**Au6+ (5d⁵) in a tetrahedron of point charges: a J = 5/2 Van Vleck model and the charge dependence of the G8-G7 gap**

The table holds the first excitation and χT at 2, 50 and 300 K for five values of the point charge, from state-averaged CASSCF(5d) with spin-orbit state interaction (OpenMolcas, ANO-RCC-VDZP, DKH2). The program tests a six-state J = 5/2 Van Vleck formula with one g, either taken from the computed G7 doublet or fitted to all fifteen values, against a simple scaling of the moment, and it fits the gap with powers of the charge. With the fitted g of 1.903 the model meets the table to 0.009 cm³ K/mol at worst, while moment scaling misses by 0.21. At 50 K the Curie part falls and the G8-G7 mixing part rises as the gap shrinks, and the initial slope times the gap is 2.10 in every row. The gap follows neither |q| nor q²; a linear term with a negative quadratic correction leaves residuals of at most 0.26 cm⁻¹, against a rounding of 0.05.

Au6+ in a regular tetrahedron of four equal point charges at 1.87 Å, computed with OpenMolcas 26.06. State-averaged CASSCF with five electrons in the 5d orbitals, ANO-RCC-VDZP basis, DKH2 Hamiltonian, point nucleus, and spin-orbit coupling by RASSI with atomic mean-field integrals. χT is the powder susceptibility times temperature by Van Vleck's formula.

## Analysis program

```python
# Table: Au6+ (5d5) in a tetrahedron of point charges; OpenMolcas CASSCF(5d) + spin-orbit state interaction,
# ANO-RCC-VDZP, DKH2: G8-G7 gap and chiT at 2, 50, 300 K.
# Tested: a six-state J=5/2 Van Vleck model with one g, and the power of the charge in the gap.
T = {
    'point_charge': [-2.5, -2.0, -1.5, -1.0, -0.65],  # e
    'gap': [89.8, 80.0, 66.4, 48.7, 33.8],  # 1/cm
    'chi_2': [2.49, 2.5, 2.51, 2.54, 2.58],  # cm3 K/mol
    'chi_50': [3.43, 3.5, 3.6, 3.73, 3.84],  # cm3 K/mol
    'chi_300': [3.93, 3.94, 3.95, 3.96, 3.96],  # cm3 K/mol
}
import numpy as np
from scipy import constants as sc
q = -np.array(T['point_charge'], float); D = np.array(T['gap'], float)
temps = [2, 50, 300]
X = np.array([T['chi_2'], T['chi_50'], T['chi_300']], float)
muB = sc.physical_constants['Bohr magneton'][0]; ge = -sc.physical_constants['electron g factor'][0]
C = sc.mu_0*sc.N_A*muB**2/sc.k/(4e-6*np.pi); kc = sc.k/(sc.h*sc.c*100)
# further outputs of the same runs: unrounded chiT at 2, 5, 300 K in table order
c2 = np.array([2.487943, 2.49671, 2.510568, 2.536486, 2.576456])
c5 = np.array([2.558103, 2.575509, 2.605554, 2.665854, 2.762723])
c300 = np.array([3.928502, 3.937104, 3.946824, 3.956463, 3.96225])
# further outputs for charges -2.0 and -1.0 only
g7 = np.array([3.176649, 3.175933]); w7 = np.array([0.79742, 0.79646]); w8 = np.array([0.78908, 0.79156])
gap2 = np.array([79.99157, 48.73757]); nxt = np.array([23423.8678-21330.3254, 22991.1795-21843.4353])
spread = np.array([32061.9552-30851.5351, 32082.7156-31686.7539])
R = np.array([38699.5019-30851.5351, 37997.6346-31686.7539]); wP = np.array([0.85889, 0.94237])
def parts(d, t):
    x = d/(kc*t); e = np.exp(-x); Z = 4+2*e
    return C*(65/9+25/18*e)/Z, C*(80/9)*(1-e)/x/Z, 2*e/Z
f = lambda a, n=3: ' '.join('%.*f' % (n, v) for v in np.atleast_1d(a))
print('rows, charge (e):', f(-q, 2), '; chiT in cm3 K/mol, rounding 0.005; gap rounding 0.05 1/cm')
print('C = %.5f cm3 K/mol; kT at 2, 50, 300 K = %s 1/cm' % (C, f(kc*np.array(temps), 1)))
print('chiT change -0.65 to -2.5 at 2, 50, 300 K:', f(X[:, 0]-X[:, -1], 2), '; %:', f(100*(X[:, 0]/X[:, -1]-1), 1))
U = np.array([parts(D, t)[0]+parts(D, t)[1] for t in temps])
gJ = 0.6*g7; g0 = gJ.mean(); gf = np.sqrt((U*X).sum()/(U*U).sum())
print('g = 3/5 of G7 g at -2.0, -1.0: %s (change %.3f %%); one fitted g = %.4f' % (f(gJ, 4), 100*(gJ[0]/gJ[1]-1), gf))
for name, g in (('g from G7', g0), ('fitted g', gf)):
    for t, r in zip(temps, X-g*g*U): print(' table - model, %s, %3d K:' % (name, t), f(r))
res = X-gf**2*U; i, j = np.unravel_index(abs(res).argmax(), res.shape)
print('fitted g: rms %.4f, worst %.3f at %d K, charge %.2f' % (np.sqrt((res**2).mean()), res[i, j], temps[i], -q[j]))
s = (U*X).sum(0)/(U*U).sum(0); print('g fitted row by row:', f(np.sqrt(s), 4))
S = np.outer(X[:, -1], (X*X[:, -1:]).sum(0)/(X[:, -1]**2).sum())
print('moment scaling of the -0.65 curve: worst misfit %.3f; at -2.5:' % abs(X-S).max(), f((X-S)[:, 0]))
cu, vv, p7 = parts(D, 50)
print('50 K, G7 population %:', f(100*p7, 1))
print('50 K, Curie part:', f(gf**2*cu), '; change -2.5 to -0.65: %.3f' % (gf**2*(cu[-1]-cu[0])))
print('50 K, Van Vleck part:', f(gf**2*vv), '; change: %.3f' % (gf**2*(vv[-1]-vv[0])))
print('<Jz^2> per state: G8 %.3f, G7 %.3f' % (65/36, 25/36))
sl = (c5-c2)/3; ic = c2-2*sl
print('0 K intercept from 2 and 5 K:', f(ic, 4), '; model (g from G7) %.4f' % (C*g0**2*65/36))
print('slope x gap (cm3/mol x 1/cm):', f(sl*D), '; model %.3f' % (C*g0**2*20/9*kc))
d2 = c2[-1]-c2[0]; di = ic[-1]-ic[0]
print('2 K rise %.4f = intercept %.4f (%.0f %%) + slope term %.4f; intercept moves %.2f %%' % (d2, di, 100*di/d2, d2-di, 100*di/ic[-1]))
print('sextet weight at -2.0, -1.0: G8', f(w8, 4), '; G7', f(w7, 4))
so = C*ge**2*35/12; pl = C*g0**2*35/12; loss = pl-g0**2*U[2]
print('spin-only %.3f; plateau with g from G7 %.3f; difference %.3f' % (so, pl, so-pl))
print('300 K loss due to the gap (model):', f(loss))
print('300 K trend %.4f, of which gap %.4f, rest %.4f' % (c300[-1]-c300[0], loss[0]-loss[-1], c300[-1]-c300[0]-loss[0]+loss[-1]))
print('mean g needed from the non-sextet part:', f((gJ-w7*ge)/(1-w7), 2), '; orbital share of g about %.3f' % (2-g0))
print('gap/|q| (1/cm per e):', f(D/q, 1), '; gap ratio %.2f for charge ratio %.2f' % (D[0]/D[-1], q[0]/q[-1]))
ex = np.diff(np.log(D))/np.diff(np.log(q)); print('local exponents, strong to weak field:', f(ex, 2))
for pw in ([1], [2], [1, 2], [1, 2, 3]):
    A = np.array([q**p for p in pw]).T; co = np.linalg.lstsq(A, D, rcond=None)[0]; r = D-A@co
    print('gap, powers of |q|', pw, ': coefficients', f(co, 2), '; residuals 1/cm', f(r, 2))
V = R*np.sqrt(wP*(1-wP))
print('values at -2.0, -1.0 (1/cm) and their ratio:')
for n, a in (('ground G8-G7 gap', gap2), ('next G8-G7 pair', nxt), ('quartet G spread', spread), ('rough two-state G-P coupling', V)):
    print(' %s: %s ; ratio %.2f' % (n, f(a, 0), a[0]/a[1]))
print(' ground gap as % of next pair splitting:', f(100*gap2/nxt, 1))
assert np.all(np.diff(D) < 0) and np.all(np.diff(X[1]) > 0)
assert np.all((ex > 0.4) & (ex < 1.0))
assert abs(res).max() < 0.02
assert cu[-1] < cu[0] and vv[-1] > vv[0]
```

Printed output:

```
rows, charge (e): -2.50 -2.00 -1.50 -1.00 -0.65 ; chiT in cm3 K/mol, rounding 0.005; gap rounding 0.05 1/cm
C = 0.37515 cm3 K/mol; kT at 2, 50, 300 K = 1.4 34.8 208.5 1/cm
chiT change -0.65 to -2.5 at 2, 50, 300 K: -0.09 -0.41 -0.03 ; %: -3.5 -10.7 -0.8
g = 3/5 of G7 g at -2.0, -1.0: 1.9060 1.9056 (change 0.023 %); one fitted g = 1.9026
 table - model, g from G7,   2 K: -0.017 -0.013 -0.014 -0.007 -0.005
 table - model, g from G7,  50 K: -0.019 -0.015 -0.013 -0.014 -0.008
 table - model, g from G7, 300 K: -0.015 -0.011 -0.008 -0.005 -0.010
 table - model, fitted g,   2 K: -0.009 -0.004 -0.005 0.002 0.004
 table - model, fitted g,  50 K: -0.008 -0.004 -0.001 -0.002 0.005
 table - model, fitted g, 300 K: -0.002 0.002 0.005 0.008 0.003
fitted g: rms 0.0048, worst -0.009 at 2 K, charge -2.50
g fitted row by row: 1.9010 1.9022 1.9027 1.9034 1.9037
moment scaling of the -0.65 curve: worst misfit 0.211; at -2.5: 0.044 -0.211 0.176
50 K, G7 population %: 3.6 4.8 6.9 11.0 15.9
50 K, Curie part: 2.397 2.380 2.348 2.287 2.212 ; change -2.5 to -0.65: -0.185
50 K, Van Vleck part: 1.040 1.124 1.253 1.445 1.623 ; change: 0.582
<Jz^2> per state: G8 1.806, G7 0.694
0 K intercept from 2 and 5 K: 2.4412 2.4442 2.4472 2.4502 2.4523 ; model (g from G7) 2.4601
slope x gap (cm3/mol x 1/cm): 2.100 2.101 2.102 2.100 2.099 ; model 2.104
2 K rise 0.0885 = intercept 0.0111 (13 %) + slope term 0.0774; intercept moves 0.45 %
sextet weight at -2.0, -1.0: G8 0.7891 0.7916 ; G7 0.7974 0.7965
spin-only 4.387; plateau with g from G7 3.974; difference 0.413
300 K loss due to the gap (model): 0.029 0.023 0.016 0.009 0.004
300 K trend 0.0337, of which gap 0.0243, rest 0.0094
mean g needed from the non-sextet part: 1.53 1.53 ; orbital share of g about 0.094
gap/|q| (1/cm per e): 35.9 40.0 44.3 48.7 52.0 ; gap ratio 2.66 for charge ratio 3.85
local exponents, strong to weak field: 0.52 0.65 0.76 0.85
gap, powers of |q| [1] : coefficients 39.85 ; residuals 1/cm -9.82 0.31 6.63 8.85 7.90
gap, powers of |q| [2] : coefficients 17.84 ; residuals 1/cm -21.70 8.64 26.26 30.86 26.26
gap, powers of |q| [1, 2] : coefficients 57.13 -8.51 ; residuals 1/cm 0.16 -0.22 -0.15 0.08 0.26
gap, powers of |q| [1, 2, 3] : coefficients 58.23 -9.89 0.39 ; residuals 1/cm -0.00 0.01 0.00 -0.03 0.02
values at -2.0, -1.0 (1/cm) and their ratio:
 ground G8-G7 gap: 80 49 ; ratio 1.64
 next G8-G7 pair: 2094 1148 ; ratio 1.82
 quartet G spread: 1210 396 ; ratio 3.06
 rough two-state G-P coupling: 2732 1471 ; ratio 1.86
 ground gap as % of next pair splitting: 3.8 4.2
```
